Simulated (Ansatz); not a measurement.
Ligand exchange: C2H6 + GaH(SH)2 → CH4S + GaH(CH3)(SH)

Species: C2H6 (ethane) `CC`, singlet; GaH(SH)2, singlet; CH4S (methanethiol) `CS`, singlet; GaH(CH3)(SH), singlet. The partners trade CH3 for SH: C–CH3 and Ga–SH bonds give way to C–SH and Ga–CH3.

Shapes, held fixed at every level: PBE0-D4/def2-TZVP. Flexible molecules stand in one conformer, not always the lowest. Programs: Ansatz 0.2.0. The zero-point and thermal change to 298 K, harmonic and unscaled (PBE0-D4/def2-TZVP), is -5.4 kJ/mol.

```tsv
level	kind	ΔH(298 K) (kJ/mol)	less CCSD(T)/def2-TZVPP
HF/def2-TZVPP	Hartree–Fock	+115.0	+8.9
PBE-D4/def2-TZVPP	GGA	+104.3	-1.8
wB97X-V/def2-TZVPP	range-separated hybrid	+104.4	-1.7
MP2/def2-SVP	perturbation theory	+123.2	+17.1
CCSD(T)/def2-SVP	coupled cluster or CI	+123.0	+16.9
CCSD/def2-SVP	coupled cluster or CI	+122.9	+16.8
CCSD/def2-TZVPP	coupled cluster or CI	+106.5	+0.4
CCSD(T)/def2-TZVPP	coupled cluster or CI	+106.1	0.0
```

The highest level, CCSD(T)/def2-TZVPP, gives ΔH(298 K) = +106.1 kJ/mol; the levels span +104.3 to +123.2. The column of differences is taken from that level and isn't an error. No measured value is set beside it here. Relativity is left out for Ga. Outer-core shells of Ga are correlated in most correlated rows, in sets that cover them unevenly.

The exchange is strongly endothermic at every level, so enthalpy clearly favours keeping SH on gallium and CH3 on carbon. Both halves of the trade probably contribute. A C–C bond is normally stronger than a C–S bond, and gallium gives up a polar Ga–S bond for a Ga–C bond. Sulfur and carbon have similar electronegativities, so the preference for thiolate is better traced to sulfur's ability to carry negative charge, perhaps helped by lone-pair donation into the formally empty p orbital on three-coordinate gallium. The reaction energy alone can't separate these contributions.

Enlarging the basis lowers the coupled-cluster value from +123.0 to +106.1 kJ/mol, whereas perturbative triples hardly change it in either basis. This suggests that describing polarisation and correlation around sulfur and gallium matters more here than higher excitations. The close match between MP2 and CCSD(T) in the smaller basis therefore reflects a shared basis limitation, not an accurate enthalpy. The small triples contribution likewise doesn't establish convergence with basis size.
